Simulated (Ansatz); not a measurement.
**How methods differ on GaH2OF (SMILES [OH][GaH][F])**

GaH2OF: 5 atoms, total charge 0, spin state singlet. As SMILES, `[OH][GaH][F]`. The shape was relaxed beforehand at wB97X-V/def2-SVP. This is one conformer, not always the lowest.

Quantity: the adiabatic electron affinity (to the doublet anion, shapes relaxed at wB97X-V/def2-SVP, no zero-point term), in eV. The values are calculated.

The electron affinity is E(neutral) − E(anion): positive where the electron is bound.

| level | kind | program | value (eV) |
| --- | --- | --- | --- |
| HF/def2-TZVPP | Hartree–Fock | Ansatz | 0.02 |
| PBE/def2-TZVPP | GGA | Ansatz | 0.45 |
| r2SCAN/def2-TZVPP | meta-GGA | Ansatz | 0.52 |
| B3LYP/def2-TZVPP | global hybrid | Ansatz | 0.53 |
| MP2/def2-TZVPP | perturbation theory | Ansatz | 0.23 |

All-electron rows without a relativistic Hamiltonian named are non-relativistic. The values span 0.02 to 0.53 eV. In the correlated wave-function rows the outer d shell of Ga is correlated, in sets not made for it.

All five methods place the relaxed doublet anion below the neutral molecule, but they don't agree on how strongly the electron is held. Hartree–Fock leaves it practically unbound at 0.02 eV, MP2 gives 0.23 eV, and the three density functionals lie close together between 0.45 and 0.53 eV, probably because attachment adds electron correlation that Hartree–Fock omits.

A weak affinity is chemically reasonable. Three-coordinate gallium(III) has an empty valence p orbital that can accept an electron, but lone-pair donation from oxygen and fluorine raises its energy and partly offsets their inductive pull. In the anion, pyramidalisation at gallium would mix s character into the singly occupied orbital and stabilise it, so the extra electron is probably largely gallium-centred.

The calculations support a small positive affinity, though agreement among the functionals doesn't establish its size. Because the basis lacks diffuse functions, which a weakly bound anion needs, the binding may be underestimated throughout, and the Hartree–Fock value can't settle whether the anion is bound at that level.
